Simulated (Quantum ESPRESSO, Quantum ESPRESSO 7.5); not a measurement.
# Lattice constants of NbP: PBE slightly too long, PBEsol too short

## Reference data

The reference is the room-temperature powder diffraction in "Evidence for trivial Berry phase and absence of chiral anomaly in semimetal NbP" (2016, arXiv:1608.06587). Crystals grown by vapour transport were ground, and Rietveld refinement of the pattern gave both lattice constants of the tetragonal cell. A second determination, by X-ray diffraction on a single crystal also grown by vapour transport, comes from "Conductance spectra of (Nb, Pb, In)/NbP -- superconductor/Weyl semimetal junctions" (2019, arXiv:1908.07359); it supplies the cell volume used here, and no temperature is given with its values. The two samples agree in $a$ and $c$ to about 0.01 %. Stacking faults or a slight departure from stoichiometry could still shift real crystals from the ideal one, but this close agreement gives no sign of a large effect.

| compared with | measured | source's wording or label | T (K) | method |
| --- | --- | --- | --- | --- |
| a (Å) | 3.335 | a | room temperature | powder XRD, Rietveld refinement * |
| c (Å) | 11.379 | c | room temperature | powder XRD, Rietveld refinement * |
| conventional cell volume (Å³) | 126.584 ± 0.004 | 126.584 ± 0.004 A^3 | – | X-ray diffraction |
| a (Å) | 3.33544 ± 0.00006 | 3.33544 ± 6e-05 A | – | X-ray diffraction |
| c (Å) | 11.3782 ± 0.0003 | 11.3782 ± 0.0003 A | – | X-ray diffraction |

Where a quantity has several values, deviations refer to the one marked *.

Conditions are those given with the value in the passage it was taken from; "not stated" means there, and the paper may say more elsewhere. The values are a selection: others may have been left out beforehand as unlike or outlying.

## Method

I want the cheapest level of theory that gives $a$ and $c$ within 0.5 % and the conventional cell volume within 1.5 %. Common density functionals differ from one another by about 1 % in length, so this target can tell a suitable functional from an unsuitable one. It also leaves room for what a static calculation omits: thermal expansion and zero-point motion together should lengthen a stiff compound like this by roughly 0.2 %, so a faultless static cell ought to come out slightly small.

The model is the ideal, nonmagnetic crystal with four atoms in the primitive cell. Spin-orbit coupling is left out; it matters for the band crossings of this Weyl semimetal but little for its lattice. The starting cell is itself a product of earlier theory, and it is longer than the powder values by 0.45 % in $a$ and 0.89 % in $c$, so it would fail the target for $c$. I relax cell and atoms together, begin with soft potentials at a low cutoff, and then test any promising level with harder potentials before judging it.

System: NbP (niobium phosphide), non-centrosymmetric tetragonal; I4_1md (No. 109), 4 atoms in the primitive cell; the database structure is a structure relaxed by earlier theory (a GGA or r2SCAN, not named), not a measurement: a = 3.350 Å, c = 11.480 Å; structure from the Materials Project.

## 1. PBEsol with soft potentials

A semilocal functional with ultrasoft potentials at 45 Ry is a light way to relax this cell. I take PBEsol because it was built for the equilibrium geometry of solids and costs practically the same as LDA or PBE. I expect both lattice constants to shrink from the starting cell and to end close to experiment.

**Run 1.** Quantum ESPRESSO 7.5: PBEsol, GBRV ultrasoft potentials, cell and atoms relaxed from the database structure, cutoff 45 Ry (density 360 Ry), 12x12x12 k mesh, Marzari-Vanderbilt smearing 0.14 eV.

Key lines of the input:
```
! potential files: GBRV ultrasoft potentials, made for PBEsol
&control
  calculation = 'vc-relax'
  forc_conv_thr = 2.0d-4
  etot_conv_thr = 1.0d-5
  nstep = 60
/
&system
  nat = 4
  ntyp = 2
  ecutwfc = 45
  ecutrho = 360
  nbnd = 27
  occupations = 'smearing'
  smearing = 'mv'
  degauss = 0.01029
/
&electrons
  conv_thr = 1.0d-8
  electron_maxstep = 100
  mixing_beta = 0.4
/
&ions
/
&cell
  press_conv_thr = 0.5
/
ATOMIC_SPECIES
  Nb 92.906 Nb.upf
  P 30.974 P.upf
[... cell and positions ...]
K_POINTS automatic
  12 12 12 0 0 0
```

Command:
```
OMP_NUM_THREADS=1 mpirun -n 8 pw.x -nk 8 -in relax.in > relax.out
```

Selected lines of the output:
```
     bfgs converged in   6 scf cycles and   5 bfgs steps
          total   stress  (Ry/bohr**3)                   (kbar)     P=        0.02
```

Converged; 3.4 min on 8 cores of AMD EPYC 7R43 64, shared host.

| quantity | run 1 | measured | deviation |
| --- | --- | --- | --- |
| a (Å) | 3.3191 | 3.335 | −0.0159 (−0.5 %) |
| c (Å) | 11.278 | 11.379 | −0.101 (−0.9 %) |
| conventional cell volume (Å³) | 124.24 | 126.584 ± 0.004 | −2.35 (−1.9 %) |
| final pressure (GPa) | 0.002 |  |  |

PBEsol with the soft potentials contracts the cell too far. The lattice constant $a$ is 0.48 % below the powder value, a narrow pass, but $c$ is short by 0.89 % and the volume by 1.9 %, so both miss the target. I had expected both lengths to end close to experiment, and $c$ has instead gone from too long in the starting cell to too short by about the same amount. The relaxation converged in five steps.

## 2. PBEsol with harder potentials

The short $c$ may come from the functional or from the potentials and their low cutoff. I repeat the relaxation with norm-conserving PseudoDojo potentials at 82 Ry, keeping PBEsol, the k mesh and the smearing. This costs more per step, but it has to be settled before I blame the functional. I expect a change of a few tenths of a per cent at most, which could still decide whether $c$ passes.

**Run 2.** Quantum ESPRESSO 7.5: PBEsol, PseudoDojo norm-conserving potentials, cell and atoms relaxed from the database structure, cutoff 82 Ry, 12x12x12 k mesh, Marzari-Vanderbilt smearing 0.14 eV.

Key lines of the input, as changed from run 1:
```diff
- ! potential files: GBRV ultrasoft potentials, made for PBEsol
+ ! potential files: PseudoDojo norm-conserving potentials, made for PBEsol
  &system
-   ecutwfc = 45
-   ecutrho = 360
+   ecutwfc = 82
```

Selected lines of the output:
```
     bfgs converged in   6 scf cycles and   5 bfgs steps
          total   stress  (Ry/bohr**3)                   (kbar)     P=       -0.10
```

Converged; 11 min on 8 cores of Arm Neoverse V2, shared host.

| quantity | run 2 | measured | deviation |
| --- | --- | --- | --- |
| a (Å) | 3.3209 | 3.335 | −0.0141 (−0.4 %) |
| c (Å) | 11.287 | 11.379 | −0.092 (−0.8 %) |
| conventional cell volume (Å³) | 124.48 | 126.584 ± 0.004 | −2.11 (−1.7 %) |
| final pressure (GPa) | −0.010 |  |  |

The harder potentials lengthen $a$ by 0.0018 Å and $c$ by 0.009 Å, less than a tenth of a per cent each. The volume is still 1.7 % too small and $c$ 0.8 % too short, so the misses remain, while $a$ passes. With two families of potentials giving nearly the same cell, most of the contraction belongs to PBEsol itself.

## 3. PBE with the same potential family

The cell needs to grow, and PBE usually gives longer bonds than PBEsol at practically the same cost per step. I keep the PseudoDojo family, the cutoff and the mesh, so that the comparison with the last run shows the effect of the functional, each with potentials made for it. I expect PBE to overshoot, most visibly in $c$; the open point is whether it stays within 0.5 %.

**Run 3.** Quantum ESPRESSO 7.5: PBE, PseudoDojo norm-conserving potentials, cell and atoms relaxed from the database structure, cutoff 82 Ry, 12x12x12 k mesh, Marzari-Vanderbilt smearing 0.14 eV.

Key lines of the input, as changed from run 2:
```diff
- ! potential files: PseudoDojo norm-conserving potentials, made for PBEsol
+ ! potential files: PseudoDojo norm-conserving potentials, made for PBE
```

Selected lines of the output:
```
     kinetic-energy cutoff     =      82.0000  Ry
     number of k points=   163  Marzari-Vanderbilt smearing, width (Ry)=  0.0103
     new unit-cell volume =    432.09408 a.u.^3 (    64.02974 Ang^3 )
     new unit-cell volume =    432.13706 a.u.^3 (    64.03611 Ang^3 )
          total   stress  (Ry/bohr**3)                   (kbar)     P=        0.21
     bfgs converged in   5 scf cycles and   4 bfgs steps
     new unit-cell volume =    432.13706 a.u.^3 (    64.03611 Ang^3 )
          total   stress  (Ry/bohr**3)                   (kbar)     P=        0.17
CELL_PARAMETERS (angstrom)
  -1.673728862   1.673728862   5.714716811
   1.673728862  -1.673728862   5.714716811
   1.673728862   1.673728862  -5.714716811
```

Converged; 12 min on 8 cores of Arm Neoverse V1, shared host.

| quantity | run 3 | measured | deviation |
| --- | --- | --- | --- |
| a (Å) | 3.3475 | 3.335 | +0.0125 (+0.4 %) |
| c (Å) | 11.429 | 11.379 | +0.050 (+0.4 %) |
| conventional cell volume (Å³) | 128.07 | 126.584 ± 0.004 | +1.49 (+1.2 %) |
| final pressure (GPa) | 0.017 |  |  |

PBE overshoots in both directions, as I had thought, but stays inside the target: $a$ is 0.37 % too long, $c$ 0.44 % and the volume 1.2 % too large. The pass in $c$ is narrow. Only about 0.007 Å separates it from the limit, and the change of potentials under PBEsol moved $c$ by 0.009 Å.

## 4. PBE with a second potential set

A shift of that size under PBE could turn the pass in $c$ into a miss, so PBE needs a check of its own. I repeat the relaxation with the SSSP efficiency potentials at 65 Ry, with the mesh and smearing unchanged. I expect both lengths to move by less than a tenth of a per cent, though the direction is open.

**Run 4.** Quantum ESPRESSO 7.5: PBE, SSSP efficiency potentials, cell and atoms relaxed from the database structure, cutoff 65 Ry (density 520 Ry), 12x12x12 k mesh, Marzari-Vanderbilt smearing 0.14 eV.

Key lines of the input, as changed from run 2:
```diff
- ! potential files: PseudoDojo norm-conserving potentials, made for PBEsol
+ ! potential files: SSSP efficiency potentials, made for PBE
  &system
-   ecutwfc = 82
+   ecutwfc = 65
+   ecutrho = 520
```

Selected lines of the output:
```
     kinetic-energy cutoff     =      65.0000  Ry
     number of k points=   163  Marzari-Vanderbilt smearing, width (Ry)=  0.0103
     new unit-cell volume =    432.18169 a.u.^3 (    64.04272 Ang^3 )
     new unit-cell volume =    432.21393 a.u.^3 (    64.04750 Ang^3 )
          total   stress  (Ry/bohr**3)                   (kbar)     P=        0.17
     bfgs converged in   5 scf cycles and   4 bfgs steps
     new unit-cell volume =    432.21393 a.u.^3 (    64.04750 Ang^3 )
          total   stress  (Ry/bohr**3)                   (kbar)     P=        0.16
CELL_PARAMETERS (angstrom)
  -1.673943017   1.673943017   5.714270877
   1.673943017  -1.673943017   5.714270877
   1.673943017   1.673943017  -5.714270877
```

Converged; 5.5 min on 8 cores of AMD EPYC 7R43 64, shared host.

| quantity | run 4 | measured | deviation |
| --- | --- | --- | --- |
| a (Å) | 3.3479 | 3.335 | +0.0129 (+0.4 %) |
| c (Å) | 11.429 | 11.379 | +0.050 (+0.4 %) |
| conventional cell volume (Å³) | 128.09 | 126.584 ± 0.004 | +1.51 (+1.2 %) |
| final pressure (GPa) | 0.016 |  |  |

The second potential set reproduces the PBE cell closely: $a$ grows by 0.0004 Å and $c$ shrinks by 0.0009 Å. Both changes are well below the margin of about 0.007 Å in $c$, so the narrow pass survives this check. The shift seen between the two potential sets under PBEsol does not recur here.

## 5. PBE with a dispersion correction

PBE meets the target, but its cell is too large, whereas a static cell should come out slightly small. An attractive dispersion term acts in the needed direction and adds little to the cost of a step. I add D3(BJ) to PBE and return to the PseudoDojo potentials at 82 Ry, so that the earlier PBE run is the direct comparison. NbP is not a layered or molecular solid, and pairwise dispersion coefficients are less well founded in a semimetal, so a better cell would not by itself show that the missing attraction is dispersion. I expect both lengths to shrink by a few tenths of a per cent.

**Run 5.** Quantum ESPRESSO 7.5: PBE+D3(BJ), PseudoDojo norm-conserving potentials, cell and atoms relaxed from the database structure, cutoff 82 Ry, 12x12x12 k mesh, Marzari-Vanderbilt smearing 0.14 eV.

Key lines of the input, as changed from run 3:
```diff
  &system
+   vdw_corr = 'dft-d3'
+   dftd3_version = 4
```

Selected lines of the output:
```
     bfgs converged in   6 scf cycles and   5 bfgs steps
     new unit-cell volume =    419.96479 a.u.^3 (    62.23236 Ang^3 )
          total   stress  (Ry/bohr**3)                   (kbar)     P=       -0.06
```

Converged; 7.1 min on the same hardware.

| quantity | run 5 | measured | deviation |
| --- | --- | --- | --- |
| a (Å) | 3.3218 | 3.335 | −0.0132 (−0.4 %) |
| c (Å) | 11.280 | 11.379 | −0.099 (−0.9 %) |
| conventional cell volume (Å³) | 124.46 | 126.584 ± 0.004 | −2.12 (−1.7 %) |
| final pressure (GPa) | −0.006 |  |  |

The dispersion term shortens $a$ by 0.026 Å and $c$ by 0.15 Å, or about 0.8 % and 1.3 %, well beyond the few tenths of a per cent I had expected. It turns PBE's overshoot into a larger undershoot in both lengths. Only $a$ still passes, at 0.40 % below the powder value; $c$ is 0.87 % too short and the volume 1.7 % too small.

The resulting volume is almost that of PBEsol with the same potential family, 124.46 against 124.48 Å³, although the two levels reach it by different routes. For this crystal D3(BJ) on top of PBE overcorrects, and it costs PBE its passes in $c$ and in the volume.

## Comparison with experiment

| run | settings | a (Å) | c (Å) | conventional cell volume (Å³) | cost |
| --- | --- | --- | --- | --- | --- |
| 1 | PBEsol, GBRV ultrasoft potentials, cutoff 45 Ry (density 360 Ry) | 3.3191 | 11.278 | 124.24 | 27 core-min |
| 2 | PBEsol, PseudoDojo norm-conserving potentials, cutoff 82 Ry | 3.3209 | 11.287 | 124.48 | 89 core-min |
| 3 | PBE, PseudoDojo norm-conserving potentials, cutoff 82 Ry | 3.3475 | 11.429 | 128.07 | 1.7 core-h |
| 4 | PBE, SSSP efficiency potentials, cutoff 65 Ry (density 520 Ry) | 3.3479 | 11.429 | 128.09 | 44 core-min |
| 5 | PBE+D3(BJ), PseudoDojo norm-conserving potentials, cutoff 82 Ry | 3.3218 | 11.280 | 124.46 | 57 core-min |
|  | measured | 3.335 | 11.379 | 126.584 ± 0.004 |  |

Further runs on the same system, made beside this series (convergence steps with loose settings among them):

| further | settings | a (Å) | c (Å) | conventional cell volume (Å³) | cost |
| --- | --- | --- | --- | --- | --- |
| F1 | rVV10, PseudoDojo norm-conserving potentials, cutoff 82 Ry, PBE files | 3.3684 | 11.534 | 130.86 | 47 core-min |
| F2 | PBEsol+D3(BJ), PseudoDojo norm-conserving potentials, cutoff 82 Ry | 3.2982 | 11.155 | 121.35 | 2.2 core-h |
|  | measured | 3.335 | 11.379 | 126.584 ± 0.004 |  |

## Discussion

PBE meets the target against the room-temperature powder values, narrowly in $c$. With the SSSP potentials at 65 Ry, $a$ is 0.39 % and $c$ 0.44 % too long, and the volume is 1.2 % too large. At 44 core-minutes this is the cheapest passing level of those tried. The PseudoDojo potentials give nearly the same cell, so the result does not hang on one potential set.

The pass owes something to the static model. Thermal expansion and zero-point motion, roughly 0.2 % in length, would make PBE's cell larger still and carry both lengths and the volume slightly past their limits. The same allowance would bring PBEsol closer to experiment, though $c$ would probably remain just too short. I therefore don't rank PBE above PBEsol as a description of the bonding. PBE's excess length is most likely its usual underbinding; the two diffraction measurements agree far too well for their scatter to explain it.

The step from PBEsol to PBE decided the outcome, and the second potential set made the narrow pass in $c$ credible. Adding D3(BJ) gave no better level: it shortened $c$ by 1.3 % and lost the passes in $c$ and volume. The further runs bear this out, since D3(BJ) on PBEsol shrinks an already small cell to a volume 4.1 % below experiment. The nonlocal functional rVV10, run with PBE potentials, errs the other way, with a volume 3.4 % too large.

The five runs of the series share one k mesh and one smearing width, and the effect of these settings on the thin margin in $c$ is not shown in this report. The size of the thermal and zero-point expansion also remains an estimate.

[Logs are printed without paths, hosts, clocks, repeated set-up lines and the standing remarks that a program may print on its own settings, such as how far it seeks lower states.]

[The runs shown are a pick from a larger set of finished runs; failed, doubtful and other runs were left out of it ahead of writing. So were measured values far from every level or from commonly accepted values, and agreement can look better than it is. Lines of input and output are excerpts and may be shortened.]
